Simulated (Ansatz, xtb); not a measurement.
# Relative energy of two isomers of C2H6Cl2Si

Structure I: `C[Si](C)(Cl)Cl`, a singlet. Structure II: `C[Si@@H](Cl)CCl`, a singlet. Both are isolated molecules in the gas phase, relaxed with r2SCAN-D4/def2-SVP; each stands in its lowest conformer found.

Quicker runs give these differences E(II) − E(I): GFN2-xTB +119.2 kJ/mol; HF/STO-3G +169.5 kJ/mol (at GFN2-xTB geometries); r2SCAN-D4/def2-SVP//GFN2-xTB +184.5 kJ/mol.

Task: Estimate E(II) − E(I) at the level CCSD(T)/def2-SVP + ΔMP2/def2-TZVPP.

Result: Calculated at CCSD(T)/def2-SVP + ΔMP2/def2-TZVPP: E(II) − E(I) = +180.5 kJ/mol, so structure I lies lower.

Level by level:

```json
{"level": "GFN2-xTB", "geometry": "GFN2-xTB", "E(II) − E(I) (kJ/mol)": "+119.2", "departure from the last row (kJ/mol)": "−61.3", "job, with rough time for the two": "optimisation, 0.13 s"}
{"level": "HF/STO-3G", "geometry": "GFN2-xTB", "E(II) − E(I) (kJ/mol)": "+169.5", "departure from the last row (kJ/mol)": "−11.0", "job, with rough time for the two": "single point, 0.36 s"}
{"level": "r2SCAN-D4/def2-SVP//GFN2-xTB", "geometry": "GFN2-xTB", "E(II) − E(I) (kJ/mol)": "+184.5", "departure from the last row (kJ/mol)": "+4.0", "job, with rough time for the two": "single point, 2.6 s"}
{"level": "r2SCAN-D4/def2-SVP", "geometry": "r2SCAN-D4/def2-SVP", "E(II) − E(I) (kJ/mol)": "+185.4", "departure from the last row (kJ/mol)": "+4.9", "job, with rough time for the two": "optimisation, 18 s"}
{"level": "HF/def2-SVP", "geometry": "r2SCAN-D4/def2-SVP", "E(II) − E(I) (kJ/mol)": "+184.5", "departure from the last row (kJ/mol)": "+4.0", "job, with rough time for the two": "part of the CCSD(T) run"}
{"level": "MP2/def2-SVP", "geometry": "r2SCAN-D4/def2-SVP", "E(II) − E(I) (kJ/mol)": "+186.7", "departure from the last row (kJ/mol)": "+6.2", "job, with rough time for the two": "part of the CCSD(T) run"}
{"level": "CCSD(T)/def2-SVP", "geometry": "r2SCAN-D4/def2-SVP", "E(II) − E(I) (kJ/mol)": "+178.1", "departure from the last row (kJ/mol)": "−2.3", "job, with rough time for the two": "single point"}
{"level": "CCSD(T)/def2-SVP + ΔMP2/def2-TZVPP", "geometry": "r2SCAN-D4/def2-SVP", "E(II) − E(I) (kJ/mol)": "+180.5", "departure from the last row (kJ/mol)": "", "job, with rough time for the two": "single point, 26 s"}
```

As drawn, II has 1 C–Cl, 1 Si–H in place of 1 Cl–Si, 1 C–H.

The levels shown agree on the order. The largest departure from CCSD(T)/def2-SVP + ΔMP2/def2-TZVPP is that of GFN2-xTB, 61.3 kJ/mol. The last row adds to CCSD(T) the change of the MP2 difference between the two basis sets, here +2.3 kJ/mol.

With thermal terms from frequencies at re-optimised GFN2-xTB minima (ideal gas, soft modes damped towards free rotors, one conformer each, 298.15 K, 1 atm): the zero-point term adds −7.0 kJ/mol; ΔH is +172.5 and ΔG +172.1 kJ/mol.

The correlated steps freeze 17 core orbitals. Mirror images aren't counted in ΔG. Programs: Ansatz 0.2.0, xtb 6.7.1; the last row on 2 threads of Intel(R) Xeon(R) 6975P-C (Granite Rapids) on a shared host.

Dimethyldichlorosilane (I) lies far below its chloromethyl isomer, by +180.5 kJ/mol, and the bond exchange explains why. Going to II trades a Si–Cl and a C–H bond for a C–Cl and a Si–H bond, and both halves of the trade are unfavourable. Silicon is more electropositive than carbon, so its bond to chlorine is more polar and much stronger, while hydrogen binds more strongly to carbon. Hartree–Fock in the def2-SVP basis already gives +184.5 kJ/mol, so the preference doesn't depend on a differential correlation effect.

The low GFN2-xTB value stems from its energy function rather than its structures, since r2SCAN-D4 gives nearly the same difference on either set of geometries; probably the tight-binding model misjudges the balance of these polar bonds. The zero-point term favours II slightly, as expected when a stiff C–H stretch gives way to a softer Si–H one, but it comes nowhere near reversing the order. The energy gap says nothing about the barrier to rearrangement, so II may well be kinetically persistent.
